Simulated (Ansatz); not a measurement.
Strength of the C–C bond: C2HF3O2 → CF3 + CHO2

Species: C2HF3O2 (trifluoroacetic acid) `O=C(O)C(F)(F)F`, singlet; CF3 (trifluoromethyl radical) `F[C](F)F`, doublet; CHO2 `O=[C]O`, doublet. 

Shapes, held fixed at every level: PBE0-D4/def2-TZVP. Flexible molecules stand in one conformer, not always the lowest. Programs: Ansatz 0.2.0. The zero-point and thermal change to 298 K, harmonic and unscaled (PBE0-D4/def2-TZVP), is -12.9 kJ/mol.

(1) Estimate ΔH(298 K) of this reaction.

## Answers

(1) The highest level, CCSD(T)/CBS estimate, gives ΔH(298 K) = +383.7 kJ/mol; the levels span +357.9 to +425.0. The column of differences is taken from that level and isn't an error. No measured value is set beside it here. Open shells run unrestricted unless RO is named. The CBS estimate extrapolates MP2 from def2-TZVPP and def2-QZVPP and adds CCSD(T) − MP2 in the triple-zeta set, cores frozen.

```tsv
level	kind	ΔH(298 K) (kJ/mol)	less CCSD(T)/CBS estimate
SPW92/def2-TZVPP	LDA	+425.0	+41.3
PBE-D4/def2-TZVPP	GGA	+357.9	-25.8
MP2/def2-SVP	perturbation theory	+385.8	+2.1
CCSD(T)/def2-SVP	coupled cluster or CI	+375.0	-8.7
CCSD/def2-SVP	coupled cluster or CI	+370.4	-13.3
CCSD(T)/def2-TZVPP	coupled cluster or CI	+375.2	-8.5
CCSD(T)/CBS estimate	coupled cluster or CI	+383.7	0.0
```

Homolysis of the C–C bond in trifluoroacetic acid costs +383.7 kJ/mol at the highest level, typical of a strong C–C single bond. Both fragments are largely σ-type radicals: CF3 stays pyramidal, and the unpaired electron of HOCO sits mainly in an in-plane orbital on carbon. Neither gains the extensive π delocalisation that would make cleavage cheap.

LDA overbinds, as usual, and PBE's gradient correction overshoots to the weakest bond in the set. In the small basis, connected triples strengthen the bond, since the intact molecule has more correlation energy to recover than the separated radicals. The near-identical CCSD(T) values in the two finite basis sets don't signal convergence, because extrapolation raises the result further. MP2/def2-SVP lands close to the best value probably through cancellation, its overbinding relative to CCSD(T) in the same basis offsetting the basis-set deficiency. The bond enthalpy doesn't set the acid's thermal stability, as molecular elimination routes can avoid homolysis.
